# How hard does stretched silicon carbide pull back?

Silicon carbide in its wurtzite form is squeezed and stretched in a PBE calculation. The volume is given per atom. The energy, also per atom, is counted from the minimum of a curve through the computed energies. A positive pressure means that the crystal must be squeezed to hold that volume, and a negative one means that it must be pulled outward.

The seven volumes are 0.94 to 1.06 times that of a given starting cell, in steps of 0.02. The cell's shape and the atoms' relative positions stay fixed, so all distances grow or shrink in the same proportion. The results for the two largest volumes are hidden for now.

DFTK 0.8.2 calculations of wurtzite SiC (4-atom cell) with PBE, no spin polarisation, PseudoDojo 0.4.1 standard scalar-relativistic norm-conserving pseudopotentials, a 1115.67 eV plane-wave cutoff, a 10×10×5 k-point mesh and 0.05 eV Fermi–Dirac smearing. Cell shape and fractional coordinates are fixed; energies are counted from the fitted curve's minimum.

| volume (Å³/atom) | energy (meV/atom) | pressure (GPa) |
| --- | --- | --- |
| 9.72 | 45.61 | 19.430 |
| 9.93 | 24.20 | 13.660 |
| 10.13 | 9.90 | 8.430 |
| 10.34 | 2.05 | 3.670 |
| 10.55 | 0.05 | -0.640 |
| 10.75 | ? | ? |
| 10.96 | ? | ? |

## (a) Does the crystal resist each step of expansion equally?

**Solution.** It does not. The first step of expansion, from 9.72 to 9.93 Å³/atom, lowers the pressure by 5.77 GPa. The last known step, of the same size in volume, lowers it by only 4.31 GPa. The two steps between fall in order, so the lattice softens steadily as it opens.

The usual explanation lies in how two opposing tendencies depend on distance. Shared electrons and the charge shifted from silicon towards carbon hold the atoms together. When the atoms are pressed closer, their electron clouds overlap more and the Pauli principle drives up the kinetic energy of the electrons. This repulsion is short-ranged and fades faster with distance than the attraction does.

Stiffness measures how sharply the energy curve bends. Repulsion makes the curve bend upward, while attraction taken alone would make it bend downward. As the bonds lengthen, the upward part shrinks faster, and the sum becomes flatter. The table shows the softening itself; the division into repulsion and attraction is standard theory, which these total energies cannot separate.

The sign of the pressure also tells where stretching begins. The starting cell, at 10.34 Å³/atom, is still compressed in this calculation and needs 3.67 GPa to hold it there. PBE commonly makes crystals slightly too large, so its resting volume need not be nature's. Stretch must therefore be counted from the volume at which this calculation gives zero pressure, which lies just below 10.55 Å³/atom.

## (b) Predict the pressure and energy at 10.75 and 10.96 Å³/atom.

**Solution.** A useful curve should soften on expansion by its very form. One way to get this is to write the energy in powers of the inverse square of the distances. Let x be the volume divided by that of the starting cell. Distances grow as x^(1/3), so the natural variable is

u = x^(−2/3) − 1.

It is zero for the starting cell and negative for larger volumes. If the energy is cut off after u², it consists of an attraction that falls as 1/r² and a repulsion that falls as 1/r⁴, where r is any distance in the crystal. These powers are a convenient shape and not measured forces in silicon carbide, but they carry the right idea: the repulsion dies away sooner. A term in u³ lets the curve adjust the rate of softening, and the result is the third-order Birch–Murnaghan equation.

Pressure is minus the slope of energy against volume. Differentiating the energy gives

P = x^(−5/3) × (A + B u + C u²).

Least squares on the five known pressures gives A = 3.674, B = 330.3 and C = −33.0, all in GPa. A is practically the pressure of the starting cell, and B sets the main resistance to a change of volume. C is a small correction over this range. The energies of the same five rows were fitted separately with powers of u up to the third.

Here is the estimate for 10.96 Å³/atom in full. This row has x = 1.06, so u = −0.0381 and x^(−5/3) = 0.9075. Then

P = 0.9075 × (3.67 − 12.58 − 0.05) = −8.13 GPa.

The middle term is the largest, and the first one cancels a little less than a third of it. The last one, which comes from C, changes the answer by less than one per cent.

The forecasts are the fitted curves' own values:

- At 10.75 Å³/atom, the pressure is −4.56 ± 0.05 GPa and the energy is 3.36 ± 0.05 meV/atom.
- At 10.96 Å³/atom, the pressure is −8.13 ± 0.10 GPa and the energy is 11.5 ± 0.15 meV/atom.

In words, the pressure should go on falling by smaller and smaller steps, while the energy rises at a growing rate. These two statements don't conflict. The pull increases more slowly than it would in a crystal of constant stiffness, but it still increases, so each further step of expansion costs more work.

The error bars are judgements, not statistical confidence limits. They allow for the rounding of the known values, which matters more the further a curve is carried beyond its data. They also allow for the choice of curve. Without C, the five known pressures lead to −4.52 and −8.06 GPa, and both of these lie inside the stated ranges.

A crystal of constant stiffness, meaning here an energy curve that bends equally at every volume, would give a clearly different answer. If the last known pressure step simply repeated itself, the two pressures would be −4.95 and −9.26 GPa. The shrinking steps in part (a) already speak against that choice, and the hidden rows can show how much it matters.

## (c) Compare the forecasts with the computed values. What do the hits and misses teach?

The withheld rows as computed:

| volume (Å³/atom) | energy (meV/atom) | pressure (GPa) |
| --- | --- | --- |
| 10.75 | 3.37 | -4.560 |
| 10.96 | 11.50 | -8.120 |

**Solution.** All four forecasts lie within their error bars. The pressures miss by no more than about 0.01 GPa and the energies by no more than about 0.01 meV/atom. The bars were thus far wider than this case needed. The two new volumes continue a smooth curve over a short distance, and neither energy nor pressure shows a break on the way. The band gap of the same runs does turn over: it grows with volume up to 10.75 Å³/atom and is smaller again at 10.96 Å³/atom, probably because a different conduction state becomes the lowest. Those states are empty, so the energy and pressure are not expected to feel the change.

The simpler curve, without C, also does well. It makes the pull at the largest volume too weak by 0.06 GPa, which is less than one per cent of the computed pressure. The essential ingredient is therefore softening at about the right rate, and the extra term only refines it.

Constant stiffness fails by much more. At the largest volume it predicts a pull of 9.26 GPa where the calculation gives 8.12 GPa, an excess of 1.14 GPa or 14 per cent. The excess is smaller one step earlier, because the neglected softening builds up with each step. A straight line can look harmless close to the last known point and still mislead soon after.

The energy and pressure forecasts are not two independent successes, because the work done against the pull is the energy gained. Between the last two rows the average pull is (4.56 + 8.12)/2 = 6.34 GPa, and the volume grows by 0.02 × 10.34 = 0.207 Å³/atom. One GPa times one Å³ is 6.24 meV, so the work is 6.34 × 0.207 × 6.24 = 8.2 meV/atom. The energy column rises by 8.1 meV/atom, which is nearly the same result seen from the other side. The small remainder has the sign and size of the offset described next.

The agreement between the two columns is good but not perfect. On the five known rows, the pressures lie on average 0.08 GPa below those obtained from the slope of the fitted energy curve. Had the forecast used that slope, it would have given −4.50 GPa at 10.75 Å³/atom and missed its own error bar. Here the way in which the pressure is obtained matters more than the step into unknown volumes.

A likely cause is the finite set of plane waves that describes the electrons. The direct pressure is the response of the energy with the number of waves held fixed. In the energy column, by contrast, each volume has its own set, chosen by the same cutoff. With an incomplete set, this difference makes the direct pressure slightly too low, which is the direction seen here. A repeat at a higher cutoff would test the explanation.

The forecasts also inherit the fixed shape of the cell. A real wurtzite crystal can alter the ratio of its axes and shift its two kinds of atom against each other as it expands. The atoms are in fact out of balance in every row: the runs report forces of up to 0.76 eV/Å in the starting cell, 0.86 eV/Å at the smallest volume and 0.67 eV/Å at the largest. Letting them move can only lower the energy at a given volume. No relaxed run was made, but forces of this size are expected to be worth several meV/atom, and more so at the smaller volumes, where they are larger. The relaxed pressures should then lie lower, probably by more than the error bars used above. The success in the hidden rows therefore confirms the curve for this uniform expansion, not for a fully relaxed crystal.

For practical use, the softening is best expressed through the bulk modulus, the pressure change per relative change of volume. The pressure curve fitted to the five known rows gives 285 GPa at the smallest volume and 180 GPa at the largest. The modulus falls by about 7 per cent from each row to the next, that is, for each 2 per cent or so of added volume. A related crystal with the same kind of bonding should soften in the same sense, though its stiffness has to be found anew.

This leads to a rule for estimating the pressure at a chosen volume: use the modulus halfway between rest and that volume, not the modulus at rest, and divide the change of volume by the halfway volume. The fitted pressure curve puts the resting volume at 10.51 Å³/atom, so halfway to 10.96 is close to the row at 10.75, where the modulus is 194 GPa. The estimated pull is 194 × 0.45/10.74 = 8.1 GPa, as computed. At the other end of the table, the modulus of 244 GPa near 10.13 Å³/atom gives 244 × 0.79/10.12, or about 19 GPa, for the smallest volume. The computed value is 19.43 GPa, and the small difference comes partly from the rounded volumes, partly from reading the modulus at the nearest row, and partly from the rule itself, which is approximate.
